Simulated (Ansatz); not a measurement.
# CH5B− (SMILES [BH2-]C): the energy, rung by rung

CH5B−: 7 atoms, total charge -1, spin state doublet. As SMILES, `[BH2-]C`. The coordinates come from a GFN2-xTB relaxation.

```xyz
7

B    -0.3676   -0.8767    0.2964
C     0.1299    0.6579   -0.0109
H     0.5664   -1.6521    0.5729
H    -1.1113   -1.3401   -0.5876
H     0.7138    1.0900    0.8179
H     0.7794    0.7702   -0.9090
H    -0.7106    1.3507   -0.1797
```

Quantity: the energy change with the C2–H6 bond stretched from 1.114 to 1.393 Å, in eV. The values are calculated.

```csv
level,kind,program,value (eV)
USVWN5/STO-3G,LDA,Ansatz,0.78
U-revPBE/STO-3G,GGA,Ansatz,?
UBLYP/STO-3G,GGA,Ansatz,?
UPBE/STO-3G,GGA,Ansatz,0.72
UCAM-B3LYP/STO-3G,range-separated hybrid,Ansatz,0.91
UHSE06/STO-3G,range-separated hybrid,Ansatz,0.89
UCCSD/STO-3G,coupled cluster or CI,Ansatz,0.81
FCI/STO-3G,exact in the basis,Ansatz,0.80
```

Problem. Estimate what the levels marked ? give.

Solution. As computed at these levels: U-revPBE/STO-3G: 0.69 eV; UBLYP/STO-3G: 0.66 eV. Sets without diffuse functions describe the anion poorly. The first shape isn't each level's own minimum. The values span 0.66 to 0.91 eV. All rows use very small basis sets, so even the best lies far from the true value.

Stretching the C–H bond costs 0.80 eV in the full-CI reference, and coupled cluster with singles and doubles comes within 0.01 eV of it. The cost reflects lost overlap between the carbon hybrid and the hydrogen 1s orbital, which weakens the bonding σ orbital and lowers its σ* partner. The close agreement suggests that the bond pair is still largely described by one configuration at this extension, with little need for higher excitations.

The three GGAs all fall below the reference and both range-separated hybrids lie above it, probably because exact exchange stiffens the C–H potential that semilocal exchange leaves too soft. LDA, at 0.78 eV, lies closer to full CI than any other functional here, but a single energy difference can't distinguish a sound description of the bond from cancelling errors. Nor does the stretch energy give the C–H dissociation energy, since the bond is only partly extended and the separated fragments, including where the extra electron would settle, are not computed.
